Closed-shell singlet PbS with its orbital occupation held fixed, computed with PySCF 2.14.0 at the UKS PBE/def2-SVP level, with a 60-electron scalar-relativistic core potential on Pb and no spin-orbit coupling. Energies are relative to the separated high-spin atoms, and the dipole is positive where Pb is negative. The gap is between the HOMO and the LUMO.

| bond length (Å) | energy (eV) | dipole (D) | Löwdin charge, first atom (e) | gap of levels (eV) | Mayer bond order |
| --- | --- | --- | --- | --- | --- |
| 1.988 | -3.091 | -1.93 | 0.04 | 3.55 | 2.45 |
| 2.081 | -4.052 | -2.41 | 0.06 | 3.50 | 2.42 |
| 2.173 | -4.607 | -2.85 | 0.09 | 3.41 | 2.40 |
| 2.243 | -4.826 | -3.16 | 0.11 | 3.22 | 2.39 |
| 2.312 | -4.917 | -3.45 | 0.13 | 2.95 | 2.38 |
| 2.381 | -4.911 | -3.72 | 0.15 | 2.69 | 2.38 |
| 2.474 | -4.790 | -4.04 | 0.17 | 2.39 | 2.38 |
| 2.589 | -4.516 | -4.38 | 0.19 | 2.04 | 2.38 |
| 2.728 | -4.082 | -4.74 | 0.21 | 1.69 | 2.39 |
| 2.913 | -3.434 | -5.12 | 0.23 | 1.31 | 2.40 |
| 3.191 | -2.483 | -5.55 | 0.25 | 0.89 | 2.41 |
| 3.584 | -1.363 | -6.01 | 0.26 | 0.52 | 2.43 |

## Results and discussion

All rows belong to one closed-shell PBE determinant, with $\langle S^2\rangle = 0$ and no spin on either atom. The discussion follows three of them: the compressed row at 1.988 Å, the row at 2.312 Å next to the minimum, and the stretched row at 3.584 Å. The bond length is called $r$, the binding is the energy with its sign reversed, and the gap is the spacing of the highest filled and lowest empty Kohn–Sham level, which is not an excitation energy. The Mayer bond order counts electron pairs shared between the atoms from the density and overlap matrices, and the Löwdin charge is that of Pb.

From the row next to the minimum to the stretched row, the binding falls to 28 % of its value and the gap to 18 %, while the Mayer order changes by +2 %. These columns disagree because they measure different things. The gap and the binding depend on how strongly the p orbitals of the two atoms are coupled. In the two-level picture used below, the Mayer order depends only on how the paired electrons are divided between the atoms, and that division is tied to the electron count.

### One two-level problem for gap and bond order

Next to the minimum, the orbitals of the calculation show a filled pair of σ orbitals made of S 3s and Pb 6s, then one σ and two π orbitals of mainly p character. The two s-type orbitals are the bonding and antibonding partners of each other and both are filled, so they add little net bonding. That leaves six p electrons, two from Pb and four from S, in three orbitals that lean towards sulfur. The lowest empty level is the π* partner, which leans towards lead.

Each of the three pairs can be treated with one p orbital on Pb and one on S, an offset $\Delta$ of the Pb level above the S level, and a coupling $\beta$. Diagonalising the two-by-two problem in an orthogonal basis gives the splitting $G$ and the weight $p$ of Pb in the filled orbital. The bond order $B$ of a doubly filled orbital is the square of the off-diagonal density $2\sqrt{p(1-p)}$:

$$G=\sqrt{\Delta^2+4\beta^2},\qquad p=\tfrac12\left(1-\frac{\Delta}{G}\right),\qquad B=4p(1-p)=\frac{4\beta^2}{G^2}.$$

The splitting carries the size of $\beta$, and the bond order carries only the ratio of $\beta$ to $\Delta$. If the two shrink together, the gap closes at constant bond order.

### Why the Mayer order stays near 2.4

The weight $p$ is fixed by counting. If the s pairs are inert and Pb carries the charge $q$, it holds $2-q$ of the six p electrons. With the same weight in all three orbitals, $p=(2-q)/6$ and the total order is $12p(1-p)$, with nothing fitted. Neutral atoms give 2.67, so a full triple bond is out of reach because the atoms bring unequal numbers of p electrons, and any charge moved to sulfur lowers the order further.

The stretched row serves as the worked case, with the Mulliken charge of the same calculation, $q = 0.291$ e:

$$p=\frac{2-0.291}{6}=0.2848,\qquad 12\times0.2848\times0.7152\approx 2.44 .$$

The table has 2.43. Apart from the charge put into it, the estimate contains no overlap and no bond length, so it returns an order well above two for atoms that are only weakly coupled. The flat column reflects a determinant that keeps all six electrons paired, and it gives no evidence of a surviving multiple bond.

The shallow dip of the column follows from the same formula. The Mulliken charge rises from the compressed row to a maximum at 2.589 Å and then falls, and the Mayer order runs the opposite way, down to 2.38 and up again. The model reproduces this shape and lies above the table in every row, by 0.04 at worst. The sign of the misfit is the one theory gives: $4p(1-p)$ is concave, so unequal σ and π weights lower the sum, by 0.055 for the weights found next to the minimum.

The agreement has a limited meaning. Mayer order and Mulliken charge come from the same product of density and overlap matrices, so the comparison checks the picture of three polar pairs and no more. With the Löwdin charge in the formula the model falls steadily, shows no upturn and misses the table by up to 0.21. The bond orders $4p(1-p)$ computed from the orbital weights next to the minimum, 0.96 for σ and 0.75 for each π, add to 2.46, which is further from the table than the Mulliken estimate; these weights belong to another partition of the density.

### Why the gap closes exponentially

A nearly constant bond order means, by the last relation above, that $\beta/G$ is nearly constant, so the gap must be proportional to the coupling. The coupling follows the overlap of two decaying orbital tails, which suggests $G = A\,e^{-b(r-r_e)}$ with $r_e$ the position of the minimum. This form was fitted to the nine rows from 2.243 Å on and gives $b = 1.35$ Å$^{-1}$. It meets each of these rows within 0.02 eV, a few times the rounding of the column. The decay constant $\sqrt{2|\varepsilon|}$ of an orbital at the mid-gap energy $\varepsilon$ is 1.08 Å$^{-1}$, the same order of size but a fifth lower. The exponential form is therefore supported by the fit, while its constant is not derived.

The numbers also show that the offset $\Delta$ is not a fixed property of the two atoms. Next to the minimum the π weight gives $\Delta=(1-2p)G = 1.47$ eV, and a fixed offset would keep the splitting at least that large at any distance. The stretched row has a gap of 0.52 eV. This reading takes the frontier pair to remain π and π* at long distance, which is inferred from the smooth course of both levels. Spin-orbit coupling, left out here, would split the π levels, most strongly the empty one that leans towards lead, so the small gaps at long distance belong to this scalar calculation only.

Self-consistency supplies the reason. If the coupling vanished at fixed offset, all six electrons would fall onto sulfur and leave Pb²⁺ beside S²⁻, which costs far too much energy. Charge moved to sulfur raises its levels and lowers those of lead, so the transfer stops at a fraction of an electron and the offset adjusts to the shrinking coupling. In keeping with two levels that close on a common value, their midpoint stays within 0.07 eV of spread around −4.43 eV over the fitted rows. A vanishing gap between a filled orbital and its empty partner is the standard sign that one closed-shell determinant is ceasing to describe the bond.

### The kink in the gap

The three shortest rows break the trend and were left out of the fit. At the compressed row the exponential would give 4.56 eV against the 3.55 eV of the table. The slope of the gap is −0.98 eV/Å between the second and third rows and −3.91 eV/Å between the fourth and fifth. The occupation is the same throughout, so the kink does not mark a change of state.

The level energies of the same calculation locate the kink in the highest filled level. It sinks as the bond lengthens up to 2.173 Å and rises from 2.243 Å on, while the empty level sinks in every step. A bonding π level rises on stretching, which matches the long branch and the π character found next to the minimum. The short branch behaves like a different orbital, and straight lines through the two branches cross near 2.2 Å.

The likely candidate is the p-type σ orbital, and this assignment is a guess from orbital order and symmetry. It lies directly below the π pair next to the minimum, and it has the symmetry of the filled s-type orbitals, which push it up as the atoms approach. In the compressed rows both frontier levels then rise together on shortening, and their difference hardly moves. A flat stretch of the gap at short distance followed by an exponential fall is what such a crossing would produce here.

### The energy curve

A Morse curve was built from the minimum of the calculation ($r_e = 2.341$ Å), its depth $D_e = 4.93$ eV and its curvature, which set the range parameter $a = 1.357$ Å$^{-1}$. Agreement around the minimum is therefore built in, and the outer rows are the test. With $y=e^{-a(r-r_e)}$ the binding is $D_e(2y-y^2)$, an attraction linear in $y$ and a repulsion quadratic in it. The attraction decays at about the rate found for the gap, as fits a binding that comes from the coupling, although the closeness of the two constants is not derived here.

For the stretched row $y=e^{-1.357\times1.243}=0.185$, and the Morse binding is 1.655 eV. The table gives 1.363 eV, and the shortfall against Morse grows in every row from 2.474 Å outward. The direction is that of standard theory: Pb and S separate as triplets, and a closed-shell determinant cannot go over into two triplets, so it keeps ionic character and lies too high. Whether a spin-broken determinant lies lower in these rows was not tested.

Morse is no reference for the size of that error. The cubic term at the minimum is already −3.05 against the −3.18 that a Morse curve of this depth requires, so part of the shortfall is a matter of shape. On the compressed side the table lies only 0.022 eV below the curve. The depth has its own limits: spin-orbit coupling is left out and would lower the Pb atom more than the molecule, by up to roughly 1 eV as a rough recalled size. The superposition error of the small basis, left without counterpoise correction, also favours the molecule, while the incompleteness of the basis can act the other way. The zero of energy rests on broken-symmetry atoms.

### Dipole and charge

The dipole is negative in every row, which means Pb⁺S⁻, and its magnitude grows in every step. Dividing by the length gives an effective charge, for the stretched row $6.01/(4.8\times3.584)=0.349$ e, with 4.8 D per e Å. This charge starts at 0.202 e in the compressed row and peaks at 0.366 e before the last two rows. The late growth of the dipole comes from the longer lever arm while the effective charge declines.

The short rows were fitted with $|\mu| = Qr - B'/r^2$, a fixed charge $Q$ minus a counter-dipole induced by the field of the other ion. For the seven rows up to 2.474 Å it holds within 0.03 D, several times the rounding. The two constants trade against each other and get no physical reading. That polarisation of the soft Pb valence shell away from sulfur is what keeps the dipole small in the compressed rows is plausible and untested.

Beyond the fitted range the model overshoots, by 1.62 D relative to the table at the stretched row, so a fixed charge does not describe the long bond. Electronegativity equalisation argues the direction. Minimising $-\Delta\chi\,q+\tfrac12\eta q^2-k q^2/r$, with $\Delta\chi$ the electronegativity difference, $\eta$ the summed hardness and $k$ the Coulomb constant, gives $q=\Delta\chi/(\eta-2k/r)$, which falls as the attraction of the two charges weakens. Rough recalled atomic values give a decline from about 0.4 to 0.3 e over the last three rows; the formula runs towards a pole at shorter distance and says nothing about the minimum. It tends to a finite charge at infinite distance, as a paired determinant with a semilocal functional does, whereas neutral atoms carry none, so the dipole of the stretched rows shares the fault of their energy.

The Löwdin column is the exception to this decline, since it rises in every row. Next to the minimum it gives 0.13 e where the Mulliken charge is 0.316 e and the dipole implies 0.311 e, and in the stretched row it has come within 0.04 e of the Mulliken value. The two schemes differ in how they treat the overlap between the atoms, so they converge as the overlap dies away. Much of the Löwdin rise is that convergence, and it is no evidence of continued transfer to sulfur. The row-by-row comparison of all four models is in the output printed below.

The analysis program printed:

```
rounding of table: energy 0.0005 eV; gap, dipole, charge, Mayer 0.005
Morse without fit: re 2.341 A, De 4.93 eV, k 18.13 eV/A^2, a 1.357 1/A
cubic term: Morse -3.18, run -3.05; depth implied by k and cubic term 5.34 eV
gap = A exp(-b(r-re)), fitted from 2.243 A on: A 2.84 eV, b 1.35 1/A
decay constant sqrt(2|e|) at mean midpoint -4.43 eV: 1.08 1/A
r/A    E/eV   Morse  E-Morse  gap/eV model gap-model midpoint (* not fitted)
1.988 -3.091 -3.069 -0.022   3.55  4.56 -1.01  -4.16 *
2.081 -4.052 -4.046 -0.006   3.50  4.03 -0.53  -4.31 *
2.173 -4.607 -4.603 -0.004   3.41  3.56 -0.15  -4.43 *
2.243 -4.826 -4.826 +0.000   3.22  3.24 -0.02  -4.46 
2.312 -4.917 -4.917 +0.000   2.95  2.95 +0.00  -4.44 
2.381 -4.911 -4.911 +0.000   2.69  2.69 +0.00  -4.42 
2.474 -4.790 -4.791 +0.001   2.39  2.37 +0.02  -4.41 
2.589 -4.516 -4.523 +0.007   2.04  2.03 +0.01  -4.40 
2.728 -4.082 -4.103 +0.021   1.69  1.68 +0.01  -4.40 
2.913 -3.434 -3.490 +0.056   1.31  1.31 -0.00  -4.41 
3.191 -2.483 -2.618 +0.135   0.89  0.90 -0.01  -4.44 
3.584 -1.363 -1.655 +0.292   0.52  0.53 -0.01  -4.48 
gap slopes, eV/A: -0.54 -0.98 -2.71 -3.91 -3.77 -3.23 -3.04 -2.52 -2.05 -1.51 -0.94
HOMO slopes, eV/A: -1.32 -0.81 +0.95 +2.25 +2.05 +1.80 +1.56 +1.27 +0.97 +0.66 +0.38
straight HOMO branches cross near 2.20 A; midpoint spread of fitted rows 0.07 eV
pi offset (1-2p)*gap at 2.312 A: 1.47 eV; gap at last row 0.52 eV
|dipole| = Qr - B/r^2, fitted to 2.474 A: Q 0.49 e, B 2.26 e A^3
r/A  dip/r qLow qMul (e) | |dip|-model/D | Mayer, 12p(1-p) Mul, Low, Mayer-Mul
1.988 0.202 0.04 0.257 | -0.02  | 2.45 2.47 2.64 -0.02
2.081 0.241 0.06 0.276 | -0.00  | 2.42 2.46 2.63 -0.04
2.173 0.273 0.09 0.294 | +0.01  | 2.40 2.44 2.60 -0.04
2.243 0.293 0.11 0.306 | +0.02  | 2.39 2.43 2.59 -0.04
2.312 0.311 0.13 0.316 | +0.02  | 2.38 2.42 2.57 -0.04
2.381 0.325 0.15 0.324 | +0.01  | 2.38 2.42 2.56 -0.04
2.474 0.340 0.17 0.330 | -0.03  | 2.38 2.41 2.54 -0.03
2.589 0.352 0.19 0.334 | -0.12* | 2.38 2.41 2.53 -0.03
2.728 0.362 0.21 0.333 | -0.25* | 2.39 2.41 2.51 -0.02
2.913 0.366 0.23 0.325 | -0.49* | 2.40 2.41 2.50 -0.01
3.191 0.362 0.25 0.310 | -0.93* | 2.41 2.43 2.48 -0.02
3.584 0.349 0.26 0.291 | -1.62* | 2.43 2.44 2.47 -0.01
slope of |dipole|, e: +1.07 +1.00 +0.92 +0.88 +0.81 +0.72 +0.62 +0.54 +0.43 +0.32 +0.24
worst Mayer misfit: Mulliken 0.04, Loewdin 0.21; neutral atoms give 2.67
2.312 A: 4p(1-p) sigma 0.96, each pi 0.75, sum 2.46, table 2.38
2.312 A: unequal weights cost 0.055; Pb charge from weights 0.24 e
2.312 to 3.584 A: binding kept 28 %, gap kept 18 %, Mayer change +2 %
charge equalisation, rough recalled inputs, last three rows, e: +0.42 +0.36 +0.31
```
